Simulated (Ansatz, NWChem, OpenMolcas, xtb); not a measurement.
## Errors in the dipole moment

6 molecules with halogens; the dipole moment in D, computed less measured. Shapes, held fixed at every level: PBE0-D4/def2-TZVP. No vibrational averaging. Dipoles are compared by magnitude; molecules under 1 D, whose direction can flip, are left out. Programs: Ansatz 0.2.0, NWChem 7.3.0, OpenMolcas 26.06, xtb 6.7.1. A level may come from different programs for different species; with the same settings they agree closely. Measured values: NIST CCCBDB.

Levels: A = GFN2-xTB; B = PBE-D4/def2-TZVPP; C = B3LYP/6-31G* (spherical functions); D = PBE0/def2-SVP.

| molecule | measured | A | B | C | D |
| --- | --- | --- | --- | --- | --- |
| HF (hydrogen fluoride) | 1.82 | +0.70 | -0.02 | +0.03 | +0.04 |
| CH2F2 (difluoromethane) | 1.97 | +0.53 | -0.25 | -0.28 | -0.11 |
| CH3Cl (SMILES CCl) | 1.87 | +0.17 | -0.05 | +0.14 | +0.01 |
| SiH3Cl (SMILES [SiH3]Cl) | 1.31 | +0.36 | -0.15 | +0.37 | +0.06 |
| C2H2F2 (vinylidene fluoride) | 1.38 | +0.75 | -0.39 | -0.43 | -0.31 |
| C2H4F2 (1,1-difluoroethane) | 2.27 | +0.61 | -0.22 | -0.33 | -0.13 |

Sum up the errors.


| level | kind | mean error | mean absolute error | worst case |
| --- | --- | --- | --- | --- |
| GFN2-xTB | semi-empirical | +0.520 | 0.520 | C2H2F2 |
| PBE-D4/def2-TZVPP | GGA | -0.180 | 0.180 | C2H2F2 |
| B3LYP/6-31G* (spherical functions) | global hybrid | -0.083 | 0.263 | C2H2F2 |
| PBE0/def2-SVP | global hybrid | -0.073 | 0.110 | C2H2F2 |

On this set PBE0/def2-SVP has the smallest mean absolute error and GFN2-xTB the largest. GFN2-xTB is too high in 6 of 6; PBE-D4/def2-TZVPP is too low in 6 of 6. The set is small.

The errors follow the type of bond more than the size of the dipole. The three density-functional levels all underestimate the three organofluorines, yet nearly reproduce HF, so fluorine as such is not the difficulty. In vinylidene fluoride, π donation from the fluorine lone pairs into the C=C bond opposes the σ withdrawal. The dipole is thus a difference between competing shifts of charge, and the large negative errors suggest that this balance tips too far towards back-donation or too little σ polarisation. GFN2-xTB errs the other way, and more for every fluoride than for either chloride, probably because its minimal valence basis and parametrised charge transfer exaggerate the polarity of bonds to the most electronegative element.

The small mean error of B3LYP/6-31G* reflects cancellation between chlorides that are too polar and organofluorines that are not polar enough. Since functional and basis set change together, the lead of PBE0/def2-SVP cannot be credited to exact exchange alone.
